\section*{Premises and conventions}

Gaussian units are used, so a polarisability $\alpha$ is a volume (\AA$^3$). The SI polarisability is $4\pi\varepsilon_0$ times this volume. Dipoles are in debye and energies in cm$^{-1}$. The model rests on five premises.
\begin{enumerate}
\item[P1.] Each molecule is a rigid rotor with a permanent dipole $\mu\mathbf e$, $|\mathbf e|=1$, fixed in the molecular frame.
\item[P2.] The surroundings bind the dipole to a local unit vector $\mathbf n$ with energy $-W\cos\theta$, where $\cos\theta=\mathbf n\cdot\mathbf e$ and $W\ge0$ is the same for all molecules.
\item[P3.] The axes $\mathbf n$ stay fixed while the field acts, and over the sample $\overline{n_i}=0$ and $\overline{n_in_j}=\delta_{ij}/3$. A uniform distribution of directions has these moments.
\item[P4.] Other molecules act only through $W$ and through the local field $\mathbf F$, which adds the energy $-\mu\,\mathbf e\cdot\mathbf F$.
\item[P5.] Within its well each rotor is in classical thermal equilibrium at temperature $T$. Part (g) lifts the classical restriction.
\end{enumerate}
Angle brackets denote the thermal average at fixed $\mathbf n$, and an overbar the average over axes. The reduced variables are $w=W/kT$ and $\mathbf u=\mu\mathbf F/kT$, with $u=|\mathbf u|$. The Langevin function is $L(w)=\coth w-1/w$.

\section*{(a) Partition function for one axis}

The potential energy is
\begin{equation}
U=-W\,\mathbf n\cdot\mathbf e-\mu\,\mathbf F\cdot\mathbf e=-kT\,\mathbf g\cdot\mathbf e,\qquad \mathbf g=w\mathbf n+\mathbf u .
\tag{1}
\end{equation}
The kinetic energy is a quadratic form in the momenta conjugate to the Euler angles. The Gaussian integral over these momenta gives a field-independent constant times the sine of the polar angle, which is the weight of the solid-angle element $d\Omega$. The angle of rotation about $\mathbf e$ does not enter $U$ and gives another constant. The moments of inertia therefore drop out of every classical average. With the polar axis along $\mathbf g$, $g=|\mathbf g|$ and $x$ the cosine of the angle between $\mathbf e$ and $\mathbf g$,
\begin{equation}
Z(\mathbf g)=\frac1{4\pi}\int d\Omega\,e^{\mathbf g\cdot\mathbf e}=\frac12\int_{-1}^{1}e^{gx}\,dx=\frac{\sinh g}{g}.
\tag{2}
\end{equation}
Differentiation under the integral gives the first two cumulants of $\mathbf e$:
\begin{equation}
\langle e_i\rangle=\frac{\partial\ln Z}{\partial u_i},\qquad
\frac{\partial\langle e_i\rangle}{\partial u_j}=\langle e_ie_j\rangle-\langle e_i\rangle\langle e_j\rangle .
\tag{3}
\end{equation}
The second relation follows because $\langle e_i\rangle=Z^{-1}\partial_iZ$, so that $\partial_j\langle e_i\rangle=Z^{-1}\partial_i\partial_jZ-Z^{-2}\partial_iZ\,\partial_jZ$. The orientational polarisability tensor is defined by $\alpha_{ij}=\partial(\mu\langle e_i\rangle)/\partial F_j$ at $\mathbf F=0$. Since $\partial u_k/\partial F_j=(\mu/kT)\delta_{kj}$,
\begin{equation}
\alpha_{ij}(\mathbf n)=\frac{\mu^2}{kT}\left[\langle e_ie_j\rangle_0-\langle e_i\rangle_0\langle e_j\rangle_0\right],
\tag{4}
\end{equation}
where the subscript 0 marks zero field. The response is the variance of the dipole in its well, and the subtracted term is essential because a bound dipole has a non-zero mean.

\section*{(b) Zero-field moments}

At $\mathbf F=0$, $g=w$ and $Z_0=\sinh w/w$. Each derivative with respect to $w$ brings down a factor $\cos\theta$:
\begin{equation}
\langle\cos\theta\rangle_0=\frac{Z_0'}{Z_0}=\coth w-\frac1w=L(w),
\tag{5}
\end{equation}
\begin{equation}
\langle\cos^2\theta\rangle_0=\frac{Z_0''}{Z_0}=1-\frac{2\coth w}{w}+\frac{2}{w^2}=1-\frac{2L}{w}.
\tag{6}
\end{equation}
Here $Z_0'=\cosh w/w-\sinh w/w^2$ and $Z_0''=\sinh w/w-2\cosh w/w^2+2\sinh w/w^3$. The distribution is symmetric about $\mathbf n$. The mean vector therefore lies along $\mathbf n$, mixed second moments vanish, and the two transverse directions share $\langle\sin^2\theta\rangle_0=2L/w$ equally:
\begin{equation}
\langle e_i\rangle_0=L\,n_i,\qquad
\langle e_ie_j\rangle_0=\Big(1-\frac{2L}{w}\Big)n_in_j+\frac{L}{w}\,(\delta_{ij}-n_in_j).
\tag{7}
\end{equation}

\section*{(c) Polarisability tensor for one axis}

Inserting (7) in (4) gives $\alpha_{ij}=\alpha_\parallel n_in_j+\alpha_\perp(\delta_{ij}-n_in_j)$ with
\begin{equation}
\alpha_\parallel=\frac{\mu^2}{kT}\Big(1-\frac{2L}{w}-L^2\Big)=\frac{\mu^2}{kT}L'(w),\qquad
\alpha_\perp=\frac{\mu^2}{kT}\frac{L}{w}=\frac{\mu^2L}{W}.
\tag{8}
\end{equation}
The second form of $\alpha_\parallel$ uses the identity
\begin{equation}
L'(w)=\frac1{w^2}-\frac1{\sinh^2w}=1-\frac{2L}{w}-L^2 ,
\tag{9}
\end{equation}
which is verified by expanding $L^2=\coth^2w-2\coth w/w+1/w^2$ and using $\coth^2w-1=1/\sinh^2w$. Both components have a direct meaning. A field along $\mathbf n$ changes $w$ to $w+u$ and the mean dipole by $\mu L'u$. A transverse field turns $\mathbf g$ by the angle $u/w$ without changing its length in first order, and the mean dipole $\mu L$ turns with it. As a variance $L'$ is positive, so $L$ rises monotonically from 0 towards 1.

\section*{(d) Average over the axes}

By P3 the zero-field dipoles cancel, $\mu L\,\overline{n_i}=0$, and the mean tensor is isotropic:
\begin{equation}
\overline{\alpha_{ij}}=\alpha\,\delta_{ij},\qquad \alpha=\frac{\alpha_\parallel+2\alpha_\perp}{3}
=\frac{\mu^2}{3kT}\Big(1-\frac{2L}{w}-L^2+\frac{2L}{w}\Big).
\tag{10}
\end{equation}
The terms in $L/w$ cancel, leaving
\begin{equation}
\boxed{\alpha=\frac{\mu^2}{3kT}\,R(w),\qquad R(w)=1-L(w)^2,\qquad w=\frac{W}{kT}}
\tag{11}
\end{equation}
with $R$ the Debye reduction factor. The cancellation is no accident. One third of the trace of (4) is $(\mu^2/3kT)[\langle\mathbf e\cdot\mathbf e\rangle_0-|\langle\mathbf e\rangle_0|^2]$ and $\mathbf e\cdot\mathbf e=1$. Under P1 and P3 to P5, with the whole well oriented isotropically, any well shape gives $R=1-|\langle\mathbf e\rangle_0|^2$. The cosine well only fixes $|\langle\mathbf e\rangle_0|=L(w)$.

\emph{Marking note.} Fixed axes require the average of $\ln Z$, which is what (10) differentiates. If the axes could themselves turn freely and equilibrate in the field, $Z$ would be integrated over $\mathbf n$. Since $\int d\Omega_{\mathbf n}\,e^{w\mathbf n\cdot\mathbf e}=4\pi\sinh w/w$ does not depend on $\mathbf e$, the binding then factors out and $\alpha=\mu^2/3kT$ for every $W$. The missing part $\mu^2L^2/3kT$ is thus the response that needs reorientation of the axes. An answer that averages $Z$ solves that other problem.

\section*{(e) Limits}

\emph{Weak binding.} From $\coth w=1/w+w/3-w^3/45+\dots$ one has $L=w/3-w^3/45+\dots$ and
\begin{equation}
R=1-\frac{w^2}{9}+\frac{2w^4}{135}-\dots,\qquad \alpha\to\frac{\mu^2}{3kT}\quad(w\to0).
\tag{12}
\end{equation}
There is no term linear in $W$.

\emph{Strong binding.} Write $\coth w=1+\eta$ with $\eta=2/(e^{2w}-1)$. Then $L=1-1/w+\eta$ and, exactly,
\begin{equation}
R=\frac2w-\frac1{w^2}-2\eta\Big(1-\frac1w\Big)-\eta^2 .
\tag{13}
\end{equation}
The terms in $\eta$ are exponentially small, so
\begin{equation}
\alpha=\frac{2\mu^2}{3W}\Big(1-\frac{kT}{2W}\Big)+O(e^{-2w})\;\to\;\frac{2\mu^2}{3W}\quad(w\gg1).
\tag{14}
\end{equation}
For $w\ge1$ every term after the first in (13) is negative or zero, and for $w<2$ one has $R<1<2/w$. Hence $R<\min(1,2/w)$ for all $w>0$, and both limiting values are upper bounds.

\begin{center}
\begin{tabular}{ccccc}
$w$ & $L$ & $R$ & $1-w^2/9$ & $2/w-1/w^2$\\ \hline
0.5 & 0.1640 & 0.9731 & 0.9722 & --\\
1 & 0.3130 & 0.9020 & 0.8889 & --\\
2 & 0.5373 & 0.7113 & 0.5556 & 0.7500\\
5 & 0.8001 & 0.3599 & -- & 0.3600\\
10 & 0.9000 & 0.1900 & -- & 0.1900
\end{tabular}
\end{center}

\emph{Mechanical check of the librational value.} Let $\phi_1,\phi_2$ be small tilts of $\mathbf e$ towards two orthogonal directions normal to $\mathbf n$, and allow unequal torsional constants:
\begin{equation}
U=\text{const}+\tfrac12\kappa_1\phi_1^2+\tfrac12\kappa_2\phi_2^2-\mu(F_1\phi_1+F_2\phi_2).
\tag{15}
\end{equation}
The field shifts the minimum to $\phi_i=\mu F_i/\kappa_i$, and for a quadratic well the mean equals the minimum at any temperature. The tensor is $\mathrm{diag}(\mu^2/\kappa_1,\mu^2/\kappa_2,0)$ and its isotropic average is
\begin{equation}
\alpha_{\rm harm}=\frac{\mu^2}{3}\Big(\frac1{\kappa_1}+\frac1{\kappa_2}\Big).
\tag{16}
\end{equation}
For the cosine well $-W\cos\theta\simeq-W+\tfrac12W(\phi_1^2+\phi_2^2)$, so $\kappa_1=\kappa_2=W$ and (16) gives $2\mu^2/3W$. The factor 2 counts the two tilts. In this limit $W$ enters only as the curvature at the bottom of the well.

\section*{(f) First nonlinear term}

Take the axes uniformly distributed and set $f(\mathbf g)=\ln(\sinh g/g)$. The value of $g$ depends on the directions only through $\mathbf n\cdot\hat{\mathbf u}$, so averaging over $\mathbf n$ at fixed $\hat{\mathbf u}$ equals averaging over $\hat{\mathbf u}$ at fixed $\mathbf n$. Expand $f(w\mathbf n+\mathbf u)$ in $\mathbf u$. Odd orders vanish, the mean of $\hat u_i\hat u_j$ is $\delta_{ij}/3$, and the mean of $\hat u_i\hat u_j\hat u_k\hat u_l$ is $(\delta_{ij}\delta_{kl}+\delta_{ik}\delta_{jl}+\delta_{il}\delta_{jk})/15$. Therefore
\begin{equation}
\overline{\ln Z}=f+\frac{u^2}{2}\cdot\frac13\nabla^2f+\frac{u^4}{24}\cdot\frac{3}{15}\nabla^4f+\dots,\qquad \nabla^2=\frac{d^2}{dw^2}+\frac2w\frac{d}{dw}.
\tag{17}
\end{equation}
Since $f'=L$, (9) gives $\nabla^2f=L'+2L/w=R$. Differentiating (17) with respect to $u$ yields the mean projection on the field,
\begin{equation}
\overline{\langle\mathbf e\cdot\hat{\mathbf u}\rangle}=\frac{u}{3}R+\frac{u^3}{30}\nabla^2R+\dots
\tag{18}
\end{equation}
The first term reproduces (11). At $w=0$, (12) gives $\nabla^2R=-2/3$ and the series $u/3-u^3/45$ of $L(u)$, as it must. For $w\gg1$, $\nabla^2w^{-1}=0$ and $\nabla^2w^{-2}=2w^{-4}$ give $\nabla^2R=-2/w^4$, so the ratio of the cubic to the linear term is $-u^2/10w^3$. For a discrete set of axes the cubic coefficient differs, but in a deep well the expansion still runs in the tilt angle $u/w=\mu F/W$.

\section*{(g) Quantised libration}

Let $H=K-\mathbf G\cdot\mathbf e$ with $\mathbf G=W\mathbf n+\mu\mathbf F$ and $K$ the kinetic-energy operator of the rigid rotor. $K$ is invariant under rotations of the laboratory frame, so the free energy $A=-kT\ln\mathrm{Tr}\,e^{-H/kT}$ depends only on $G=|\mathbf G|$. Cyclic invariance of the trace gives $\langle\mathbf e\rangle=-\nabla_{\mathbf G}A=m(G)\,\mathbf G/G$ with $m=-dA/dG$. Differentiating with respect to $\mathbf F$ at $\mathbf F=0$ gives $\alpha_\parallel=\mu^2dm/dW$ and $\alpha_\perp=\mu^2m/W$, so that
\begin{equation}
\alpha=\frac{\mu^2}{3}\Big(\frac{2m}{W}+\frac{dm}{dW}\Big)
\tag{19}
\end{equation}
holds in quantum as in classical statistics. The classical $m=L(w)$ returns (11) through (9).

In a deep well the two tilts are oscillators. A tilt about a principal axis with moment of inertia $I_i$ and rotational constant $B_i=\hbar^2/2I_i$ has $I_i\omega_i^2=W$, that is
\begin{equation}
\hbar\omega_i=\sqrt{2B_iW}.
\tag{20}
\end{equation}
To leading order in $\hbar\omega_i/W$ and $kT/W$, the $W$-dependent free energy is $A=-W+kT\sum_i\ln(2\sinh x_i)$ with $x_i=\hbar\omega_i/2kT$. Using $d\omega_i/dW=\omega_i/2W$,
\begin{equation}
m=1-\delta,\qquad \delta=\sum_{i=1}^{2}\frac{\hbar\omega_i}{4W}\coth x_i=\tfrac12\langle\theta^2\rangle .
\tag{21}
\end{equation}
Because $\omega_i/W\propto W^{-1/2}$ and $x_i\propto W^{1/2}$,
\begin{equation}
W\frac{d\delta}{dW}=-\sum_i\frac{\hbar\omega_i}{8W}\Big(\coth x_i+\frac{x_i}{\sinh^2x_i}\Big).
\tag{22}
\end{equation}
Equation (19) reads $\alpha=(2\mu^2/3W)\,[1-\delta-\tfrac12W\,d\delta/dW]$, and (21) and (22) turn it into
\begin{equation}
\alpha=\frac{2\mu^2}{3W}\left[1-\sum_i\frac{\hbar\omega_i}{16W}\Big(3\coth x_i-\frac{x_i}{\sinh^2x_i}\Big)\right].
\tag{23}
\end{equation}
For $x_i\to0$ each parenthesis tends to $2/x_i$, each mode contributes $kT/4W$, and (14) is recovered. At $T=0$ with two equal frequencies the bracket is $1-3\hbar\omega/8W$. The leading value $2\mu^2/3W$ is untouched by quantisation. The classical correction $kT/2W$ is replaced by a larger one, set by the zero-point motion, once $\hbar\omega_i>2kT$.

\section*{(h) Range of validity}

\begin{enumerate}
\item \emph{Frequency.} The field must vary slowly compared with libration and with equilibration inside the well, and fast compared with the reorientation of the axes. Equation (11) describes the plateau above the relaxation, and it is not the static response of a material whose axes relax.
\item \emph{Field.} By (18), $\mu F\ll kT$ is needed for $w\lesssim1$ and $\mu F\ll W$ is enough for $w\gg1$.
\item \emph{Statistics.} The full function $R(w)$ needs $kT\gg B_i$ and $kT\gg\hbar\omega_i$. For $w\gg1$ the leading term survives without the second condition provided $\hbar\omega_i\ll W$, and (23) gives the correction.
\item \emph{Well shape.} At intermediate $w$ the result depends on the cosine form. For $w\gg1$ the leading term needs only the curvatures, as in (16), while the first correction in (14) and (23) is specific to the cosine. Wells with several minima add a hopping response that (11) lacks.
\item \emph{Distribution.} The linear result needs only the moments in P3. A spread of $W$ uncorrelated with $\mathbf n$ requires the average of $R$, which for deep wells is set by the mean of $1/W$.
\item \emph{Independence.} Coupling between the librations of neighbours, beyond a mean local field, is neglected, as is any dipole that intermolecular translation or charge transfer induces.
\end{enumerate}

\section*{(i) Librational contribution to $\varepsilon_\infty$ of ice}

In ice I$h$, $\varepsilon_\infty$ denotes the plateau above the Debye relaxation, which near 260 K typically lies in the kilohertz region, and below the far-infrared lattice bands. On this plateau the proton configuration is frozen, which is the first part of P3.

\emph{Isotropy.} Take ideal tetrahedral bonds along $(1,1,1)$, $(1,-1,-1)$, $(-1,1,-1)$ and $(-1,-1,1)$. A molecule places its two hydrogens on two of the four bonds, and its dipole lies along the sum of that pair. The six sums are $(\pm2,0,0)$, $(0,\pm2,0)$ and $(0,0,\pm2)$. With equal occupation, as in the proton-disordered crystal, $\overline{n_i}=0$ and $\overline{n_in_j}=\delta_{ij}/3$ at every site, whatever the orientation of its tetrahedron. The in-plane tilt directions are the differences of the pairs, the six face diagonals such as $(0,1,1)$ and $(0,1,-1)$, whose second moment is also $\delta_{ij}/3$, so (16) applies as well.

\emph{Inputs.} The following values are typical or approximate: $T=260$ K, density 0.92 g\,cm$^{-3}$, molar mass 18.015 g\,mol$^{-1}$, optical index $n=1.31$, free-molecule dipole $\mu=1.85$ D. The dipole lies along the $b$ axis, so the tilts are rotations about $a$ and $c$, with rotational constants of about 27.9 and 9.3 cm$^{-1}$. The illustrative value $W=1.6\times10^4$ cm$^{-1}$ (191 kJ\,mol$^{-1}$, 1.98 eV) is chosen so that (20) gives 945 and 546 cm$^{-1}$, inside the typical librational band of about 500 to 1050 cm$^{-1}$. This $W$ is a curvature and says nothing about the barrier to reorientation. The free-molecule dipole is the consistent choice for a point molecule with isotropic polarisability. Its induced moment follows the field of the neighbours and does not turn with the molecular frame, and its change in the applied field is counted below through $n$.

\emph{Polarisability.} With $kT=180.7$ cm$^{-1}$, $w=88.5$, and (13) gives $R=0.0225$. Then
\begin{equation}
\frac{\mu^2}{3kT}=31.8\ \text{\AA}^3,\qquad \frac{2\mu^2}{3W}=0.718\ \text{\AA}^3,\qquad \alpha_{\rm lib}=\frac{\mu^2R}{3kT}=0.714\ \text{\AA}^3 .
\tag{24}
\end{equation}
The classical correction $1/2w$ is 0.6 per cent. The modes are not classical, since $x_a=2.61$ and $x_c=1.51$. The sum in (23) is 0.017, about three times the classical term, and gives 0.705 \AA$^3$. The root-mean-square tilt $\sqrt{2\delta}$ is $12.6^\circ$ against the classical $\sqrt{2/w}=8.6^\circ$. Only two figures of $\alpha_{\rm lib}$ are therefore supported by (11). Saturation is negligible: at $F=1$ MV\,cm$^{-1}$, $u=0.17$ and $u/w=0.0019$.

\emph{Permittivity.} Assume the Lorentz field $F=E+4\pi P/3$, with $P=N(\alpha_{\rm el}+\alpha_{\rm lib})F$ and $\varepsilon=1+4\pi P/E$. Then $F=E(\varepsilon+2)/3$ and
\begin{equation}
\frac{\varepsilon-1}{\varepsilon+2}=y=y_{\rm el}+y_{\rm lib},\qquad y_{\rm el}=\frac{n^2-1}{n^2+2},\qquad y_{\rm lib}=\frac{4\pi}{3}N\alpha_{\rm lib}.
\tag{25}
\end{equation}
The number density is $N=3.075\times10^{22}$ cm$^{-3}$, so $4\pi N/3=0.1288$ \AA$^{-3}$. With $n^2=1.716$ and the classical value in (24), $y_{\rm el}=0.1927$, $y_{\rm lib}=0.0920$ and $y=0.2847$, the last digits being kept only for the arithmetic. Solving (25),
\begin{equation}
\varepsilon=\frac{1+2y}{1-y}=2.19,\qquad \Delta\varepsilon_{\rm lib}=\varepsilon-n^2=0.48 .
\tag{26}
\end{equation}
The quantum value of $\alpha_{\rm lib}$ gives 0.47. The free-rotor polarisability would give $y_{\rm lib}=4.09>1$, for which (25) has no physical solution.

\emph{Size of the neglected effects.} From $\varepsilon+2=3/(1-y)$,
\begin{equation}
\Delta\varepsilon_{\rm lib}=\Big(\frac{n^2+2}{3}\Big)^2\frac{4\pi N\alpha_{\rm lib}}{1-s},\qquad s=\frac{y_{\rm lib}}{1-y_{\rm el}}=0.114 .
\tag{27}
\end{equation}
For a single harmonic mode $y_{\rm lib}(\omega)=y_{\rm lib}/(1-\omega^2/\omega_0^2)$, and $\varepsilon$ diverges where $y=1$, at $\omega_T^2=\omega_0^2(1-s)$. The local field lowers the absorption frequency by 6 per cent and the apparent curvature to $W(1-s)$. If $1.6\times10^4$ cm$^{-1}$ is read as this apparent curvature, then $\alpha_{\rm lib}/(1-s)$ in (27) is the polarisability computed from it, and $\Delta\varepsilon_{\rm lib}=1.53\times0.276=0.42$. Unequal curvatures matter less. Placing both tilts at 800 cm$^{-1}$ gives $\kappa_a=1.15\times10^4$ and $\kappa_c=3.44\times10^4$ cm$^{-1}$, and (16) falls by 7 per cent. The largest uncertainty is the Lorentz field, which treats the neighbours as uniformly polarised points although the librational tensors vary from site to site. With $F=E$ the step would be $4\pi N\alpha_{\rm lib}=0.28$.

\emph{Result.} With the Lorentz field the model's librational step is 0.42 to 0.48, best quoted as 0.4 to 0.5, and the model's plateau with electronic and librational parts alone is about 2.2. As typical knowledge and not as a measurement, $\varepsilon_\infty$ of ice is about 3.2 and the librational band accounts for roughly 0.3 of it. The model's plateau is thus low by about 1.0, mainly because the infrared-active translational lattice vibrations lie outside the premises, while the model's librational step is high by a factor of about 1.4 to 1.6, comparable with the local-field factor 1.53 on which it depends.